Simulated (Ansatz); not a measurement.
Ta: energy change per atom and pressure as volume scale varies

Results calculated with Ansatz 0.2.0, not measured. Plane-wave DFT, scalar-relativistic PAW made under PBE with cores redone for the functional, no dispersion; the given relaxed cell is scaled uniformly, energy at zero smearing counts from the unscaled cell, pressure at the given Fermi-Dirac smearing is positive in compression.

The cell before it is scaled or strained (space group Fd-3m, No. 227):
```
Ta
1.0
      0.0000     3.0023     3.0023
      3.0023     0.0000     3.0023
      3.0023     3.0023     0.0000
Ta
2
Direct
  0.12500 0.12500 0.12500
  0.87500 0.87500 0.87500
```

Settings of every row: spin polarised no; functional PBEsol; wave cutoff 420 eV; smearing width 0.1 eV; k mesh 10x10x10.

Atom starting moment: 0 on all atoms.

Limits: some atoms lie unusually close (a squeezed, shaken or made-up cell); no spin-orbit coupling, which can matter with elements this heavy.

| row | volume scale | V (Å³/atom) | energy change per atom (meV) | pressure (GPa) |
| --- | --- | --- | --- | --- |
| 1 | 0.88 | 23.815 | 107.61 | 11.86 |
| 2 | 0.92 | 24.897 | 44.61 | 7.19 |
| 3 | 0.96 | 25.98 | ? | ? |
| 4 | 1.04 | 28.145 | 10.19 | -2.74 |
| 5 | 1.08 | 29.227 | 37.62 | -5.06 |
| 6 | 1.12 | 30.31 | 79.62 | -7.02 |

Question: what energy change per atom and pressure should row 3 give?

Worked fit of energy change per atom. Take u = (V_r/V)^(2/3) − 1 with V_r = 28.145 Å³ an atom, which is twice the finite (Eulerian) strain; such expansions in the strain, on which the Birch-Murnaghan equation of state is built, carry the rest volume and the bulk modulus. The shown rows have u = 0.11781, 0.08518, 0, -0.02484, -0.0482. Least squares give energy change per atom = 10.697 − 766.263 × u + 13530.23 × u² meV; a straight line predicts inner rows, each left out in turn, worse (root mean square 38 against 1.4 meV). The rows lie off it by -0.60, 1.01, -0.51, -0.46, 0.56 (root mean square 0.66 meV). The withheld row has u = 0.05481, so the fit gives 10.697 − 766.263 × (0.05481) + 13530.23 × (0.05481)² = 9.34 meV.

The calculation gave 10.23 meV. The fit lies 0.89 meV (8.7 % of the value, 0.91 % of the column's range) below it; its largest miss of a shown row is 1.01 meV.

Worked fit of pressure. Take u = (V_r/V)^(2/3) − 1 with V_r = 28.145 Å³ an atom, which is twice the finite (Eulerian) strain; such expansions in the strain, on which the Birch-Murnaghan equation of state is built, carry the rest volume and the bulk modulus. The shown rows have u = 0.11781, 0.08518, 0, -0.02484, -0.0482. Least squares give pressure = −2.75 + 98.686 × u + 214.12 × u² GPa; a straight line predicts inner rows, each left out in turn, worse (root mean square 0.61 against 0.027 GPa). The rows lie off it by 0.01, -0.02, 0.01, 0.01, -0.01. The pressure vanishes at u = 0.0264, or V = 27.07 Å³ an atom, and there the bulk modulus at fixed shape and fractions is B = −V dP/dV = (2/3)(1 + u) dP/du = 75.2 GPa. The withheld row has u = 0.05481, so the fit gives −2.75 + 98.686 × (0.05481) + 214.12 × (0.05481)² = 3.30 GPa.

The calculation gave 3.29 GPa. The fit lies 0.01 GPa (0.053 % of the column's range) above it, one unit of the last digit.
